Should neighbouring tungsten atoms in zincblende WO carry parallel or opposite moments, and how far can a calculated answer be trusted? Opposite moments win here. The lead over the parallel arrangement is fairly comfortable, but the choice between the two opposite patterns is much less secure.

Magnetic patterns of zincblende WO (F-43m, a = 4.826 Å) compared at fixed atoms and cell; a half in the propagation vector doubles the cell with reversed moments. Ansatz 0.2.0, PBE+U (effective U 6.2 eV on W d), plane-wave PAW, scalar-relativistic, collinear spin, cutoff 420 eV, k mesh 10×10×10 (10×10×5 for doubled cells), Gaussian smearing 0.02 eV.

```
                    start  propagation        final order  energy above lowest (meV/atom)  largest site moment (μB)
antiferromagnetic doubled      0_0_1/2  antiferromagnetic                             0.0                      1.42
antiferromagnetic doubled    0_1/2_1/2  antiferromagnetic                            24.8                      1.32
            ferromagnetic        0_0_0      ferromagnetic                            98.4                      1.03
           parallel large        0_0_0      ferromagnetic                            98.4                      1.03
           parallel small        0_0_0      ferromagnetic                            98.4                      1.03
             non-magnetic        0_0_0       non-magnetic                           952.7                      0.00
```

**What happens**

Energies are in meV per atom above the lowest row, and a WO unit has two atoms. The propagation label tells how the moments repeat. In 0_0_1/2, called type II, whole (111) sheets of W point up and down in turn; in 0_1/2_1/2, type I, the (001) sheets alternate. Type II is lowest, type I lies 24.8 meV/atom higher and the ferromagnet 98.4. The three parallel starts reached the same ferromagnet and count as one result.

The largest site moment, in Bohr magnetons (μB), is the spin assigned to one atom. It misses part of the spread-out 5d density, so the ferromagnet's 1.03 μB does not mean one unpaired electron. The whole WO unit carries 2 μB, which is two unpaired electrons.

**Why opposite moments win**

Oxygen takes two of tungsten's six valence electrons, which leaves four. In the ferromagnet three of these point up and one points down. The orbital populations and the cubic symmetry suggest how they are arranged: two up electrons singly fill the pair of d orbitals called e, and the other two form an up–down pair in a band of mixed s and d character.

Consider first the limit in which electrons cannot hop between W atoms. Each atom then keeps its moment, and every magnetic pattern has the same energy. Now allow a little hopping. An up electron in a half-filled e orbital cannot enter the same orbital on a parallel neighbour, because the Pauli principle forbids it. On an opposite neighbour that place is free, and even a brief visit lowers the energy by roughly t²/U, where t is the hopping strength and U the extra repulsion when an electron moves onto an atom that still has all its own. This is superexchange, and between half-filled orbitals it favours opposite moments. Hops into empty d orbitals can favour parallel ones, so the argument makes the result plausible but does not prove it.

Superexchange alone should slightly shrink the site moments, since the visiting electron brings the opposite spin. The table shows the reverse: the moment rises from 1.03 μB in the ferromagnet to 1.42 in type II and 1.32 in type I. A likely reason lies in the up–down pair. In the ferromagnet all W atoms are alike, so the pair has to be shared evenly. With two kinds of W, its up electron can lean towards the up atoms and its down electron towards the down atoms, which gains exchange energy on each atom. The absolute magnetisation, which adds up spin density of either sign, supports this. It is 2.73 μB per WO in type I against 2.05 in the ferromagnet, more than two e electrons alone should give. How much energy superexchange and the polarised pair each contribute is not known from these runs.

**How far a simple count goes**

The simplest model keeps the moments fixed and lets only nearest W neighbours interact. Each W has twelve of them, of which six are opposite in type II and eight in type I. Type II gains 98.4 meV/atom over the ferromagnet, or 98.4/6 = 16.4 for each opposite neighbour. Eight such neighbours should then give type I a gain of 8 × 16.4 ≈ 131 meV/atom.

The calculation gives type I only 73.6 meV/atom, so the estimate is too high by nearly 80 % of the computed gain. It also puts the two patterns in the wrong order. The count takes the preference for opposite moments from the calculation, and it fails to tell which pattern of them is best.

Two causes could be at work. The six second neighbours are all opposite in type II and all parallel in type I, so an antiferromagnetic coupling at that distance would favour type II. The electronic state changes as well: type II has a band gap of 0.96 eV, type I only 0.07 eV. Since both differences appear together, these rows cannot separate them.

Rock-salt MnO makes a useful contrast. It also prefers type II, and there the reason is clear: straight Mn–O–Mn bridges join the second neighbours. In zincblende WO the second neighbours share no oxygen atom, so that explanation cannot be carried over. The compact 3d shell of Mn also holds a stiffer moment than the wide 5d shell of W, which makes counting neighbours more dependable there.

**How safe the order is**

The lead of type II over the ferromagnet is about 0.2 eV per WO. Letting each pattern relax to its own cell size should not overturn it. The ferromagnet is almost free of pressure at these fixed atoms, so it has next to nothing to gain from such a change, while the antiferromagnets can only go down. A distortion that breaks the cubic symmetry was not tested.

Besides such a distortion, three things could still reverse the result:

- **A missed ferromagnetic state.** It would have to lie more than 98.4 meV/atom below the one found. Small and large parallel starts agree, which is reassuring, but the search for lower states was light.
- **Another Hubbard U.** A larger value weakens superexchange, which by itself would shrink the lead, but it also acts on the local moments that change between the patterns, so the net effect is not known. The 6.2 eV used here is large for a shell as wide as 5d, so smaller values deserve the first test. They may close the small gap of type I, and the argument from localised moments would then fail for that pattern.
- **Spin–orbit coupling.** It is left out, and for W 5d electrons its strength is roughly a few tenths of an eV. Much of it should cancel between the patterns, but what remains is unknown.

The step from type II to type I is only about 0.05 eV per WO, so another U, spin–orbit coupling, a missed lower state of type I, or relaxing each pattern separately could reverse it. Longer magnetic repeats, such as the type III order known from some zincblende manganese compounds, are not in the table. Type II is thus the best of the patterns tried, not a proven ground state.

The non-magnetic row, at 952.7 meV/atom, answers another question. Spin was switched off, which gives a metal with partly filled d orbitals, and the Hubbard term penalises those. Its height is therefore neither the strength of the magnetic coupling nor the cost of disordering the moments by heat.

**What to do about it**

For a first model of this crystal, use opposite moments, starting from type II. Before relying on the exact pattern, relax both antiferromagnets, vary U and add spin–orbit coupling. Do not derive an ordering temperature from these energies: the local moments change from one pattern to the next, and the neighbour count already fails. The ranking also leaves open whether zincblende WO is stable against other tungsten oxides. The printed analysis below lists the differences and the neighbour estimate.

Output of the analysis:

```
Type I above type II, meV per atom: 24.8
Type I above type II, meV per WO: 49.6
Ferromagnet above type II, meV per atom: 98.4
Ferromagnet above type II, meV per WO: 196.8
Ferromagnet above type I, meV per atom: 73.6
Ferromagnet above type I, meV per WO: 147.2
Non-magnetic above ferromagnet, meV per atom: 854.3
Site moment, type II less ferromagnet, muB: 0.39
Site moment, type I less ferromagnet, muB: 0.29
Gain of type I over gain of type II, nearest neighbours only: 1.333
Gain of type I over gain of type II, computed: 0.748
Gain of type I expected from nearest neighbours only, meV per atom: 131.2
Absolute magnetisation of ferromagnet, muB per WO: 2.049
Absolute magnetisation of type I, muB per WO: 2.729
Gap of ferromagnet, eV: 1.152
Gap of type II, eV: 0.9583
Gap of type I, eV: 0.06822
W 5d electrons up less down, ferromagnet: 1.997
W 6s electrons up less down, ferromagnet: 0.0183
```
